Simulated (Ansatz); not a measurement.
SnSe2: energy above lowest point against volume scale

Results calculated with Ansatz 0.2.0, not measured. Free energy against uniform scaling of the volume at fixed shape and fractions; periodic cell, basis, potentials, k mesh and filling as listed.

The cell before it is scaled or strained (space group P-3m1, No. 164):
```
cell vectors (Å)
   3.8110     0.0000     0.0000
  -1.9055     3.3004     0.0000
   0.0000     0.0000     6.1360
atoms (fractions of the cell vectors)
Sn  0.00000  0.00000  0.00000
Se  0.33333  0.66667  0.24900
Se  0.66667  0.33333  0.75100
```

Settings of every row: functional PBE; dispersion none; potentials all-electron LAPW; k mesh 6x6x4; k shift 0x0x0; occupations fixed; smearing width 0 eV; spin none.

Limits: a layered crystal: even scaling strains the bonds within the layers, so this curve is stiffer than the crystal under pressure; minimum outside the range.

```
row  volume scale  V (Å³/atom)  energy above lowest point (meV/atom)
  1          0.94       24.182                                 112.2
  2          0.96       24.697                                     ?
  3          0.98       25.211                                  52.7
  4             1       25.726                                  32.2
  5          1.02        26.24                                  16.8
  6          1.04       26.755                                   6.3
  7          1.06       27.269                                     0
```

Question: what energy above lowest point should row 2 give?

Worked fit of energy above lowest point. Take u = (V_r/V)^(2/3) − 1 with V_r = 25.983 Å³ an atom, which is twice the finite (Eulerian) strain; such expansions in the strain, on which the Birch-Murnaghan equation of state is built, carry the rest volume and the bulk modulus. The shown rows have u = 0.04905, 0.02031, 0.00665, -0.00654, -0.01933, -0.03169. Least squares give energy above lowest point = 23.84 + 1162.6 × u + 13012 × u² meV/atom; a straight line predicts inner rows, each left out in turn, worse (root mean square 8.7 against 0.12 meV/atom). The rows lie off it by 0.0, -0.1, 0.1, 0.0, 0.1, -0.1. The withheld row has u = 0.03442, so the fit gives 23.84 + 1162.6 × (0.03442) + 13012 × (0.03442)² = 79.3 meV/atom.

The calculation gave 79.2 meV/atom. The fit lies 0.1 meV/atom (0.089 % of the column's range) above it, one unit of the last digit.
